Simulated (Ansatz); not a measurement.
**Strength of the Al–S bond: Al(CH3)(SH)2 → Al(CH3)(SH) + HS**

Species: Al(CH3)(SH)2, singlet; Al(CH3)(SH), doublet; HS, doublet. 

Shapes, held fixed at every level: PBE0-D4/def2-TZVP. Flexible molecules stand in one conformer, not always the lowest. Programs: Ansatz 0.2.0. Electronic energies: no zero-point or thermal term.

```
               level                    kind  ΔE (kJ/mol)  less CCSD(T)/CBS estimate
   PBE-D4/def2-TZVPP                     GGA       +396.2                      -16.2
 B3LYP-D4/def2-TZVPP           global hybrid       +388.2                      -24.2
  wB97M-V/def2-TZVPP  range-separated hybrid       +415.4                       +3.0
  wB97X-V/def2-TZVPP  range-separated hybrid       +410.7                       -1.7
   B2PLYP/def2-TZVPP           double hybrid       +391.5                      -20.9
  CCSD(T)/def2-TZVPP   coupled cluster or CI       +397.6                      -14.8
     CCSD/def2-TZVPP   coupled cluster or CI       +388.6                      -23.8
CCSD(T)/CBS estimate   coupled cluster or CI       +412.4                        0.0
```

The highest level, CCSD(T)/CBS estimate, gives ΔE = +412.4 kJ/mol; the levels span +388.2 to +415.4. The column of differences is taken from that level and isn't an error. No measured value is set beside it here. Open shells run unrestricted unless RO is named. The CBS estimate extrapolates MP2 from def2-TZVPP and def2-QZVPP and adds CCSD(T) − MP2 in the triple-zeta set, cores frozen.

Homolytic loss of HS is strongly endothermic at every level, reaching +412.4 kJ/mol at the highest. This fits a polar Al–S σ bond, probably helped by some donation from a sulfur lone pair into the formally empty aluminium 3p orbital. Cleavage also takes aluminium from its favoured trivalent state to an Al(II) radical.

Breaking the bond unpairs two electrons, so correlation energy is lost. Both perturbative triples and a larger basis therefore raise the coupled-cluster value. The closeness of PBE-D4 to CCSD(T) in the triple-zeta basis is thus no sign of accuracy, since the latter still lacks much of the basis-set correlation contribution. The two range-separated hybrids lie nearest the extrapolated result, whereas B3LYP-D4 falls below even the GGA, so exact exchange alone doesn't order the functionals. Their spread probably reflects differing balances of exchange and correlation between the molecule and its radicals.

A large homolytic energy doesn't imply resistance to hydrolysis, which follows a polar path driven by formation of strong Al–O bonds.
